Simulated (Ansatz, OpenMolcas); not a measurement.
**C5H12Si (SMILES C=C[Si](C)(C)C): methods side by side**

C5H12Si: 18 atoms, total charge 0, spin state singlet. SMILES: `C=C[Si](C)(C)C`. Geometry: relaxed at PBE0-D4/def2-TZVP. This is one conformer, not always the lowest.

Each level gives the vertical energy of the triplet above the singlet (eV). The values are calculated.

```json
{"level": "PBE/6-31G* (spherical functions)", "kind": "GGA", "program": "Ansatz", "value (eV)": "4.42"}
{"level": "PBE0/6-31G* (spherical functions)", "kind": "global hybrid", "program": "OpenMolcas", "value (eV)": "4.25"}
{"level": "r2SCAN0/6-31G* (spherical functions)", "kind": "hybrid meta-GGA", "program": "Ansatz", "value (eV)": "3.99"}
{"level": "B3LYP/6-31G* (Cartesian functions)", "kind": "global hybrid", "program": "OpenMolcas", "value (eV)": "4.39"}
{"level": "CAM-B3LYP/6-31G* (spherical functions)", "kind": "range-separated hybrid", "program": "Ansatz", "value (eV)": "4.35"}
{"level": "RPA@PBE/6-31G* (spherical functions)", "kind": "RPA", "program": "Ansatz", "value (eV)": "4.62"}
{"level": "MP2/6-31G* (spherical functions)", "kind": "perturbation theory", "program": "Ansatz", "value (eV)": "4.62"}
{"level": "CCSD/6-31G* (spherical functions)", "kind": "coupled cluster or CI", "program": "Ansatz", "value (eV)": "4.42"}
```

The values span 3.99 to 4.62 eV.

The lowest triplet of vinyltrimethylsilane is most likely the π→π* state of the vinyl group, since the saturated Si–C and C–H framework offers no comparably low excitation. Its size reflects the cost of unpairing the π bond at the planar singlet geometry, with the silyl group probably only perturbing it through mixing of π* with Si–C σ* orbitals. Both electrons stay on the same C=C unit, so there is little charge transfer, in keeping with the near agreement of B3LYP and CAM-B3LYP.

Most of the density functionals lie close to CCSD, while r2SCAN0 falls clearly below it at 3.99 eV and MP2 and RPA lie above it, both at 4.62 eV. The spread probably reflects how each method balances the correlation of the paired π electrons against exchange in the triplet. PBE's match with CCSD at 4.42 eV may therefore owe something to error cancellation. The vertical values don't give the energy of the relaxed triplet, which should lie well lower after twisting about the C=C bond.
